# Notebook page: the 4s and 4p levels of rubidium as electrons are removed

The series runs from neutral Rb to Rb7+ at fixed nuclear charge, in spin-polarised scalar-relativistic LDA for spherical atoms. I write $q$ for the charge, $\varepsilon_{4s}$ and $\varepsilon_{4p}$ for the Kohn-Sham eigenvalues, $\langle r\rangle$ for the mean radius of an orbital, and $\Delta=\varepsilon_{4p}-\varepsilon_{4s}$ for the gap in the last column. "Up" is the majority spin. The first ionisation removes the 5s electron and the next six remove 4p electrons, the three down spins first, while the 3d and 4s shells stay full. I follow Rb, Rb+ and Rb5+ closely.

Rb and its ions up to Rb7+ as spherical all-electron atoms, calculated with Quantum ESPRESSO 7.5 (ld1.x) in spin-polarised, scalar-relativistic Kohn-Sham LDA (Slater exchange, VWN5 correlation) with a point nucleus. Open shells are high-spin, with up as the majority spin. Eigenvalues are negative for bound levels, and n/a marks values that involve the empty 4p level.

```
species   Z  charge (e)  electrons                      configuration  eigenvalue (4s up) (eV)  eigenvalue (4p up) (eV)  mean radius (4s up) (bohr)  mean radius (4p up) (bohr)  ε(4p up) − ε(4s up) (eV)
     Rb  37           0         37                      [Kr] (5s up)1                  -31.931                  -16.011                      1.4537                      1.7322                    15.920
    Rb+  37           1         36                  [Ar] 3d10 4s2 4p6                  -37.792                  -21.796                      1.4506                      1.7131                    15.995
   Rb2+  37           2         35  [Ar] 3d10 4s2 (4p up)3 (4p down)2                  -50.954                  -34.298                      1.4192                      1.6319                    16.656
   Rb3+  37           3         34  [Ar] 3d10 4s2 (4p up)3 (4p down)1                  -65.108                  -47.787                      1.3881                      1.5654                    17.321
   Rb4+  37           4         33             [Ar] 3d10 4s2 (4p up)3                  -80.114                  -62.130                      1.3579                      1.5085                    17.985
   Rb5+  37           5         32             [Ar] 3d10 4s2 (4p up)2                  -95.064                  -76.433                      1.3291                      1.4610                    18.632
   Rb6+  37           6         31             [Ar] 3d10 4s2 (4p up)1                  -110.47                  -91.187                      1.3010                      1.4178                    19.282
   Rb7+  37           7         30                      [Ar] 3d10 4s2                  -126.08                      n/a                      1.2728                         n/a                       n/a
```

## 1. Which of the two levels is deeper and smaller, and why?

The 4s level is deeper and more compact in every row that holds both: in Rb+ it lies at −37.792 eV with a radius of 1.4506 bohr, against −21.796 eV and 1.7131 bohr for 4p. The limiting case is a bare nucleus without relativity. There the two levels are degenerate, and the mean radius $[3n^2-l(l+1)]/(2Z)$ is $24/Z$ for 4s and $23/Z$ for 4p, so the p orbital is slightly the smaller. The table reverses this order, and the standard cause is penetration. The centrifugal term $l(l+1)/(2r^2)$ keeps a p electron out of the innermost region, whereas an s electron samples the poorly screened nucleus inside the core and so sees a larger average charge. Scalar relativity, which acts most near the nucleus, lowers s levels more than p levels and adds to the same ordering.

The ratio of the radii moves toward the bare-nucleus value of 23/24 as charge is removed. It is $1.7131/1.4506=1.18$ in Rb+ and $1.4178/1.3010=1.09$ in Rb6+. The gap does not move toward its bare-nucleus limit, because the 28 core electrons that cause it are all still in place.

## 2. How far does a level sink when one electron is removed?

With all orbitals frozen and only electrostatics counted, removing an electron from orbital $j$ lowers level $i$ by their mutual repulsion,

$$F^0(i,j)=\iint \frac{P_i^2(r_1)\,P_j^2(r_2)}{r_>}\,dr_1\,dr_2 ,$$

where $P^2$ is the radial probability density and $r_>$ the larger of the two radii. If $i$ lies wholly inside $j$, then $r_>$ is always the radius of $j$, and $F^0=\langle 1/r\rangle_j$ whatever $i$ is. This is the flat potential inside a charged shell. If the orbitals overlap, $F^0$ is smaller than $\langle 1/r\rangle$ of either.

The step Rb → Rb+ is close to the first limit, since the 5s orbital has a mean radius of about 5 bohr in the same calculation. The 1s level (mean of both spins) sinks by 5.93 eV, the 4s up level by 5.86 eV and the 4p up level by 5.79 eV, although their binding energies span three orders of magnitude. The steps that remove 4p electrons are far from the limit: in Rb+ → Rb2+ the 1s level sinks by 14.55 eV but the spin-mean 4s level only by 12.72 eV, because 4s shares its region of space with the electron taken away.

The frozen picture overshoots, and the 1s level shows by how much. It sits inside all shells with $n\ge 3$, so its shift should equal the change in $\sum_j n_j\langle 1/r\rangle_j$ over those shells, with $n_j$ the occupations and the relaxed orbitals of each ion. For Rb+ → Rb2+ the removed electron has $\langle 1/r\rangle=0.7752$ bohr⁻¹, worth 21.09 eV. The five 4p electrons that stay contract to a mean of $(3\times0.8114+2\times0.8087)/5=0.8103$ bohr⁻¹, which gives back $5\times(0.8103-0.7752)=0.1755$ hartree, or 4.8 eV. The 4s and $n=3$ shells give back the rest, and the full sum changes by 14.56 eV, within 0.1% of the 1s shift.

Relaxation thus cancels 31% of the bare value in this step. It cancels 12% in Rb → Rb+ and 15% in Rb6+ → Rb7+, where no other 4p electron is left to contract, and the sum stays within 1% of the 1s shift in both. This potential is part of the calculation, so the agreement is no test of LDA. It shows, for these three steps, that the 1s shift is almost wholly electrostatic, and it sizes the relaxation.

## 3. Why does the gap hardly move in the first step and then grow steadily?

In the flat-potential limit the gap cannot change at all, and Rb → Rb+ changes it by 0.075 eV. Even that is not purely electrostatic, since in neutral Rb the down-spin gap exceeds the up-spin gap by 0.036 eV. Each removal of a 4p electron then widens the gap by 0.65 to 0.67 eV. An unweighted least-squares line through the six rows Rb+ to Rb6+ gives $\Delta=15.342+0.658\,q$ eV with an rms residual of 0.006 eV. Neutral Rb was left out because its step is of another kind, and it lies 0.578 eV above the line. Rb7+ was also left out; its empty 4p level at −106.13 eV gives a gap of 19.95 eV, on the line to 0.01 eV.

The frozen model predicts the sign. Removing a 4p electron lowers 4s by $F^0(4s,4p)$ and 4p by $F^0(4p,4p)$. The 4s orbital is the more compact, so $r_>$ is smaller on average for the 4s–4p pair and its repulsion is larger. The Rb5+ orbitals give 17.49 and 16.74 eV, a difference of 0.757 eV from the unrounded integrals.

A full estimate for Rb5+ needs the reduction by relaxation and by the exchange-correlation response, and I take it from the 4s level alone. Between Rb4+ and Rb6+ the spin-mean 4s level sinks by 15.66 eV per electron, so the factor is $15.66/17.49=0.895$. If the same factor applies to 4p, the gap grows by $0.895\times0.757=0.678$ eV per electron. The spin-mean gap of the calculation grows by 0.663 eV per electron over these two steps, so the estimate is 2% high relative to it. The factor read directly from 4p is $15.00/16.74=0.896$. The line played no part in this estimate, although the three ions are among the rows it was fitted to.

The numbers therefore support the repulsion difference as the cause around Rb5+, and only there. The common factor lumps together relaxation and the exchange-correlation response, which need not act on 4s and 4p in proportion to their integrals, so it should not be carried to the first 4p steps, where relaxation is much larger. The spin means also include the empty 4p down levels of Rb4+ and Rb6+. Why the slope stays so constant along the series is not tested. The likely reason is a compensation between two shrinking terms. The bare repulsion difference should fall as the two orbitals become alike; their difference in $\langle 1/r\rangle$ drops from 0.150 bohr⁻¹ in Rb+ to 0.097 bohr⁻¹ in Rb6+. Relaxation moves charge inward, raises the compact 4s more than 4p and so works against the widening, and it fades as fewer 4p electrons are left to contract, as the fall from 31% to 15% in question 2 shows for the 1s level.

A one-parameter form $\Delta=c/\langle r\rangle_{4p}$, fitted by least squares to the same six rows, has an rms residual of 0.067 eV, about ten times that of the line. It misses Rb7+ by 0.18 eV and Rb by 0.20 eV, so it does better than the line on the neutral atom. Its constant of 27.23 eV bohr is close to one hartree bohr, and I attach no meaning to that.

## 4. The lowering per step grows, except at Rb4+ → Rb5+. Why?

Each removal leaves a tighter shell with larger repulsion integrals and fewer electrons to relax, so the lowering should grow. For 4s up it does so in every step but one: 15.01 eV for Rb3+ → Rb4+ is followed by 14.95 eV. The 4p up level shows the same dip, 14.34 eV and then 14.30 eV. Both are well above the last printed digit.

The cause is exchange, and the down-spin levels show it. An up level equals the spin mean minus half the splitting $S=\varepsilon_\downarrow-\varepsilon_\uparrow$. While down electrons are removed the number of unpaired spins rises and $S$ grows, which adds to the lowering of the up level. For 4s, $S$ goes from 1.99 eV in Rb3+ to 3.46 eV in the half-filled Rb4+, and the spin mean sinks by 14.27 eV, so the up level sinks by $14.27+(3.46-1.99)/2\approx15.0$ eV. After Rb4+ the up electrons leave, $S$ falls to 1.52 eV in Rb6+, and the term changes sign. In the step Rb4+ → Rb5+ the spin mean sinks by 15.37 eV while $S$ falls to 2.62 eV, so the up level sinks by only $15.37+(2.62-3.46)/2=14.95$ eV. The spin-mean lowering over the six 4p steps runs 12.72, 13.60, 14.27, 15.37, 15.95 and 16.37 eV, rising at every step with no dip.

The gap escapes this effect because 4s and 4p are split almost equally, 3.46 and 3.41 eV in Rb4+. In the six spin-polarised rows, the down-spin gap stays within about 0.05 eV of the up-spin gap, against a total rise of more than 3 eV. The theoretical reason is that in LDA the splitting is the average of one local function, the difference of the two spin potentials, and 4s and 4p average it over much the same range of $r$. Neutral Rb is the opposite limit: its unpaired electron is far outside, and the 4p splitting is only 0.07 eV.

The 4p splitting per unpaired electron is not constant. Rb2+ and Rb6+ each have one unpaired electron, yet their splittings are 0.85 and 1.53 eV. The LDA exchange potential of each spin goes as $-\rho_\sigma^{1/3}$, so a small spin density $m$ on a total density $\rho$ splits the levels in proportion to $m/\rho^{2/3}$. A more compact unpaired electron on a thinner valence background should then split more. The direction fits, but I have not separated the two contributions.

## 5. Does stronger binding mean a proportionally smaller orbital?

In the hydrogenic limit $|\varepsilon|\propto Z^2$ and $\langle r\rangle\propto 1/Z$, so $|\varepsilon|\propto\langle r\rangle^{-2}$. In the flat-potential limit the energy shifts and the orbital does not change at all, which is an infinitely steep relation. Rb → Rb+ is near the second limit: the 4s level deepens by 5.86 eV and its radius shrinks by 0.21%. The 4p radius shrinks by 1.10%; this orbital reaches further into the region where the potential of the 5s electron is no longer flat. Part of that figure is a spin effect, since the 4p down orbital shrinks by less.

The 4p removals lie between the limits but far from the hydrogenic one. From Rb+ to Rb6+ the 4s binding grows by a factor of 2.92 while its radius falls by 10.3%, and a straight-line fit of $\ln|\varepsilon|$ against $\ln\langle r\rangle$ over these six rows has a slope of −9.8. For 4p the slope is −7.5. The energy responds to the average of the removed potential over the orbital, and the shape responds only to its variation across the orbital, which is much smaller when the removed charge is spread over the same shell.

No single effective charge describes these orbitals. For 4s in Rb+ the energy gives $Z_E=4\sqrt{2|\varepsilon|}=6.7$, with $\varepsilon$ in hartree, and the radius gives $Z_r=24/1.4506=16.5$. The radius is set by the field at the orbital, to which only charge further in contributes. The eigenvalue also contains the repulsion from charge at the same and larger radii, which raises the level with little force on it. An eigenvalue is therefore a poor guide to size across charge states.

## 6. Is minus the eigenvalue the ionisation energy?

It is not, and the shortfall can be predicted. Janak's theorem states $\partial E/\partial n_i=\varepsilon_i$, so the ionisation energy is $I=-\int_0^1\varepsilon_i(n)\,dn$ along the removal of that electron. With the exact functional the energy is a straight line between whole electron numbers, $\varepsilon$ is constant on the way, and $I=-\varepsilon$. In LDA the electron repels part of its own charge, $\varepsilon$ sinks steadily as the level is emptied, and the integral is close to the mean of the two end values.

For Rb5+ → Rb6+ the table gives $(76.433+91.187)/2=83.81$ eV, with nothing fitted. The difference of total energies is 83.76 eV, and $-\varepsilon$ alone is short by 7.33 eV, close to half the 14.75 eV by which the level sinks. In the five ions checked, Rb+ and Rb3+ to Rb6+, the end-point mean is above the total-energy value by 0.01 to 0.08 eV, and $-\varepsilon$ is below it by 5.75 to 7.46 eV. The numbers are those expected if $\varepsilon$ drifts nearly linearly with occupation; naming self-interaction as the reason is standard theory.

The spin of the departing electron must be followed. Rb+ loses a 4p down electron, so the far end is the down level of Rb2+ at −33.45 eV, and the mean is $(21.80+33.45)/2\approx27.6$ eV. In Rb2+ and Rb3+ the highest filled level is likewise 4p down, above the 4p up level of the table.

## 7. What would change with another setting, another electron or another element?

These answers are argued from the mechanism and were not computed. Without scalar relativity the s level would lose more binding than the p level, and the gap would be smaller in every row. With spin-orbit coupling the 4p level would split into $p_{1/2}$ and $p_{3/2}$ and there would be two gaps. A method with orbital-dependent exchange, such as Hartree-Fock, removes the self-repulsion and puts filled levels much deeper, and it need not split 4s and 4p equally, so the insensitivity of the gap to spin is a statement about this local functional.

The next ionisation, from Rb7+, removes a 4s electron, and the relevant difference becomes $F^0(4s,4s)-F^0(4s,4p)$. With the Rb5+ orbitals this is $18.39-17.49=0.90$ eV, positive again, so the spin-mean gap should go on growing. Stripping the core as well must finally close it down to a relativistic remainder. For strontium, with two 5s electrons, the mechanism gives two small gap steps before the larger ones begin, and the dip in the up-spin lowering should again follow the half-filled 4p³ ion.

## 8. Which digits can be trusted?

As statements about this calculation, the eigenvalues are printed to 0.001 eV, and to 0.01 eV for 4s in Rb6+ and Rb7+. A mismatch such as $37.792-21.796=15.996$ against the gap of 15.995 eV for Rb+ is rounding and has no cause. The largest residual of the line, +0.011 eV at Rb4+, is larger than rounding. The gap step falls there from 0.664 to 0.647 eV, just where the spin of the removed electron changes. This is mostly a spin effect: the spin-mean gap grows by 0.667 eV in the step to Rb4+ and by 0.666 and 0.660 eV in the two steps after it, so the fall at Rb4+ vanishes. The spin-mean gap is no straighter overall, since its first 4p step is only 0.643 eV. The third figure of the slope thus depends on which spin is tabulated and should not be leaned on.

As statements about real ions, far fewer digits survive. The total-energy ionisation energy of Rb+ is 27.55 eV against a measured 27.29 eV, 0.26 eV or 1% high relative to measurement. Spin-orbit coupling must be considered before LDA is blamed: the 4p hole of Rb2+ splits by roughly 0.9 eV, a rough recalled size, and the real ion ends in the lower state, one third of the splitting below the average. That alone is about the size of the discrepancy.

For Rb6+ the calculation gives 98.64 eV and the NIST semi-empirical value is 98.67 eV. The single 4p electron really occupies $p_{1/2}$, two thirds of a larger splitting below the average, so the omitted correction has the opposite sign and is of the order of an electronvolt. The close agreement must then involve a cancellation of errors and cannot be credited to the functional. For the ions between, the spherical open shell also leaves the terms of the 4p configuration unresolved. The level differences above are good to about a hundredth of an electronvolt within the model atom, the simple models that explain them are less exact, and comparisons with spectra hold to several tenths at best.
